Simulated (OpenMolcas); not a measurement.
## How basis sets differ on CH3OSb (SMILES [CH2]1[O][SbH]1)

CH3OSb has 6 atoms, charge 0, and is taken as a singlet. As SMILES, `[CH2]1[O][SbH]1`. The shape comes from GFN2-xTB, which is rough for such elements, and wasn't checked as a minimum.

Quantity: the HOMO–LUMO gap, in eV. The values are calculated.

```csv
level,kind,program,value (eV)
HF/STO-3G,Hartree–Fock,OpenMolcas,12.96
HF/3-21G,Hartree–Fock,OpenMolcas,10.86
HF/def2-SVP (core potential),Hartree–Fock,OpenMolcas,10.85
"HF/ANO-RCC-VDZP (DKH2, RICD fitting)",Hartree–Fock,OpenMolcas,10.65
```

All-electron rows without a relativistic Hamiltonian named are non-relativistic, while core potentials hold scalar relativity, so basis and relativity change together. The values span 10.65 to 12.96 eV. A Hartree–Fock LUMO above zero doesn't converge with the basis: it sinks as sets grow more diffuse. Orbital gaps aren't excitation energies.

The main break lies between the minimal basis and the rest: STO-3G gives 12.96 eV, whereas the three split-valence or larger sets fall between 10.65 and 10.86 eV. With a single function per valence shell, the antibonding orbitals are built from the same contracted functions as the bonding ones and can't relax separately, which typically pushes the virtual levels too high. Splitting the valence shell removes much of that constraint. In this strained ring with trivalent antimony, the LUMO probably has σ* character on the polar Sb–O and Sb–C bonds, so flexibility in the antimony valence p space should matter most.

The near-coincidence of 3-21G and def2-SVP doesn't show that relativity is unimportant for the gap, since opposing changes may cancel. The gap remains wide in every row partly because Hartree–Fock virtual orbitals feel the field of all the electrons, without the exchange cancellation that stabilises occupied ones. Gaps alone don't reveal how much of the drop from STO-3G comes from the HOMO and how much from the LUMO.
